Question: Why does stretching this crystal cost more energy than squeezing it, when it is stiffer against squeezing?

I have a set of LDA results for rocksalt-type ZrS in which one cube axis is lengthened or shortened while the other two are held fixed. A strain of −0.1 means that the axis is a tenth shorter, and 0.1 that it is a tenth longer. The undisturbed cell is cubic; the strained cells are tetragonal.

Rocksalt-type ZrS strained along one cube axis, the other two held fixed, from an unrelaxed cell (Fm-3m, a = 5.250 Å, 18.09 Å³ per atom). Ansatz 0.2.0, plane-wave PAW, LDA, scalar-relativistic, no spin polarisation; cutoff 420 eV, k mesh 16×16×16, Gaussian smearing 0.15 eV. Energies are free energies relative to zero strain; pressure is positive in compression.

```
strain  energy change (meV/atom)  tensile stress along pattern (GPa)  pressure (GPa)
  -0.1                     145.1                              -45.60           11.97
 -0.05                      -2.4                              -10.30           -1.32
     0                       0.0                                9.08           -9.08
 0.025                      33.8                               14.48          -11.53
 0.075                     134.2                               20.11          -14.50
   0.1                     192.5                               21.07          -15.32
```

The energies and the stresses don't seem to fit together. Stretching by a tenth costs 192.5 meV/atom and squeezing by a tenth only 145.1, so the crystal seems easier to squeeze. Yet the stress along the axis changes far more on squeezing. The row at −0.05 puzzles me too: its energy is below that of the undisturbed crystal, and its pressure is negative although I have just compressed it. Is something wrong with these rows?

Answer:

The rows agree with one another. What misleads is the starting point: the undisturbed crystal isn't at rest. At zero strain it is under a tension of 9.08 GPa in every direction, which means that its cell is larger than this calculation would like it to be.

Think of a spring that has already been pulled out before the experiment begins. Letting it shorten a little releases energy, while pulling it further costs energy from the first moment. This happens however stiff the spring becomes once it is pressed well below its natural length. An energy counted from the pulled-out state therefore mixes two things: the tension that was there at the start, and the way in which the resistance changes as the spring is deformed.

The two can be separated with one piece of mechanics. Because the sides are held, the face on which the axial stress acts keeps its area. Force times displacement then gives the work for a small change of strain:

dE = V₀ σ dε

Here E is the energy change per atom, V₀ the starting volume per atom, σ the tensile stress along the pattern and ε the strain. If the stress kept its starting value σ₀ throughout, the energy would be a straight line:

E(starting tension) = V₀ σ₀ ε

For a stretch by a tenth, with 1 eV/Å³ equal to 160.2 GPa, this gives

18.09 Å³ × 9.08 GPa × 0.1 / 160.2 GPa per eV/Å³ ≈ 0.103 eV, or 103 meV/atom

More than half of the cost of the longest stretch is thus work against a tension that was present before the stretch began. On squeezing by a tenth the same term has the opposite sign, and the crystal is given 103 meV/atom.

Taking this term away reverses the comparison. What remains is about 90 meV/atom for the stretch and 248 for the squeeze, so squeezing is nearly three times as costly. This remainder is the work that comes from the change in stress since the start, and it is the part that reflects stiffness. Your two observations were both right, but they referred to different quantities.

The straight line has no adjustable constant, and by itself it is a good guide only close to the start. At a strain of 0.025 it accounts for about 26 of the 33.8 meV/atom. At −0.1 it even has the wrong sign, because it leaves out the resistance that builds up on squeezing. The printed output below gives the split for every row.

The low energy at −0.05 comes from a near balance of the two parts. Shortening the axis releases about 51 meV/atom of the starting tension, and the growing resistance takes back about 49. The small difference is the −2.4 meV/atom in the table. It is no sign of a new phase or of a soft crystal.

The stress shows where the lowest energy lies. Along the axis it is a pull of 9.08 GPa at zero strain and a push of 10.30 GPa at −0.05, so it must vanish somewhere between these two rows. There the energy has its minimum for this path, and it is deeper than −2.4 meV/atom, since the row at −0.05 already lies on the far side. Even at that minimum the crystal isn't fully relaxed, because the two fixed directions are still under tension.

Why does the resistance grow so much faster on squeezing? Look first at which bonds change. Each atom has six nearest neighbours of the other element, and two of them sit along the strained axis. Those two contacts take the whole strain, going from 2.36 Å in the shortest cell to 2.89 Å in the longest, while the other four stay at 2.625 Å. Eight of the twelve distances to the next shell of neighbours change too, but by a smaller fraction.

When a Zr–S contact is shortened, the filled electron shells of the two atoms are pushed into each other, and the repulsion between them climbs steeply. When the contact is lengthened, this repulsion fades and the attraction is left to hold the atoms together. That attraction also weakens with distance, partly because the overlap between zirconium d and sulfur p orbitals declines. Each further bit of stretch therefore adds less restoring force than the one before. This is the general shape of a chemical bond, steep on the short side and flat on the long side, and it is theory brought to the table rather than something the table isolates.

The stress column has just this shape. Between the two most compressed rows it rises at an average of about 706 GPa per unit of strain, and between the two most stretched rows at only about 38. The slope falls from each interval to the next. From zero strain, squeezing by a tenth changes the axial stress by 54.7 GPa, whereas stretching by a tenth changes it by 12.0.

The odd pressure at −0.05 is a matter of averaging. Pressure is minus the mean of the three stresses, and here they are very unequal. The axis pushes outward with 10.30 GPa, while each of the two fixed directions still pulls inward with 7.13 GPa:

pressure = −(−10.30 + 2 × 7.13) / 3 ≈ −1.32 GPa

Two moderate pulls outweigh one stronger push. For a crystal strained along a single axis, the pressure alone doesn't tell you whether that axis is compressed.

The fixed directions keep pulling because their own bonds have hardly been touched. Squeezing the axis by a tenth lowers the sideways tension by only 4.2 GPa, about a thirteenth of the change along the axis. The four sideways contacts keep their length, so this weaker response has to come by less direct routes. More distant neighbours and a shift of electrons within the sideways bonds are likely ones, but the rows don't separate them. Its direction is the familiar one: a solid squeezed along one axis tends to bulge at the sides, and here that tendency relieves part of the sideways pull.

Where the starting tension comes from is a separate question that these rows can't settle. LDA usually makes crystals somewhat too small, so a cell of realistic size would appear stretched to it. The PAW datasets, which were made for another functional, PBE, may also contribute. The listed cell may itself differ a little from that of a perfect ZrS crystal at zero temperature. How much each of these adds is untested.

For practical use, an elastic constant read from these rows at zero strain belongs to the stretched starting cell, not to the crystal at rest. The steps are also too wide to fix it well: the average slope of the stress is about 388 GPa over the step below zero strain and 216 over the step above it. An equilibrium constant needs a cell relaxed at the same level of theory, with small strains on both sides of it.

Nor is the 21.07 GPa at the longest stretch a tensile strength. The stress was still rising there, by about 1 GPa over the last step, so no maximum had been reached. The sides were also held under more than 12 GPa of tension, whereas in an ordinary tensile test they are free to contract.

To guess how a similar scan will run, look first at the stress at zero strain. If the crystal starts under tension, the energy curve is tilted in favour of squeezing; if it starts under compression, the tilt favours stretching. If it starts free of stress, there is no tilt, and the ordinary shape of the bond usually makes squeezing the costlier direction once the strain is large enough to matter.

The analysis program printed:

```
Bonds and stresses:
    row  axial Zr-S in Å  sideways tension in GPa  axial stress slope from row before in GPa
   -0.1            2.363                    4.845                                        n/a
  -0.05            2.494                     7.13                                        706
    0.0            2.625                     9.08                                      387.6
  0.025            2.691                    10.05                                        216
  0.075            2.822                     11.7                                      112.6
    0.1            2.888                    12.45                                       38.4
Energy split in meV/atom:
    row  work of starting tension  remainder
   -0.1                    -102.5      247.6
  -0.05                    -51.25      48.85
    0.0                         0          0
  0.025                     25.63      8.173
  0.075                     76.88      57.32
    0.1                     102.5      89.99
Energy at strain 0.1 less that at -0.1, meV/atom: 47.4
Remainder at -0.1 over remainder at 0.1: 2.751
Fall of axial stress from strain 0 to -0.1, GPa: 54.68
Rise of axial stress from strain 0 to 0.1, GPa: 11.99
Ratio of that fall to that rise: 4.56
Fall of sideways tension from strain 0 to -0.1, GPa: 4.235
Rise of sideways tension from strain 0 to 0.1, GPa: 3.365
Axial over sideways stress change on squeezing to -0.1: 12.91
Axial over sideways stress change on stretching to 0.1: 3.563
Rise of axial stress in the last step, GPa: 0.96
```
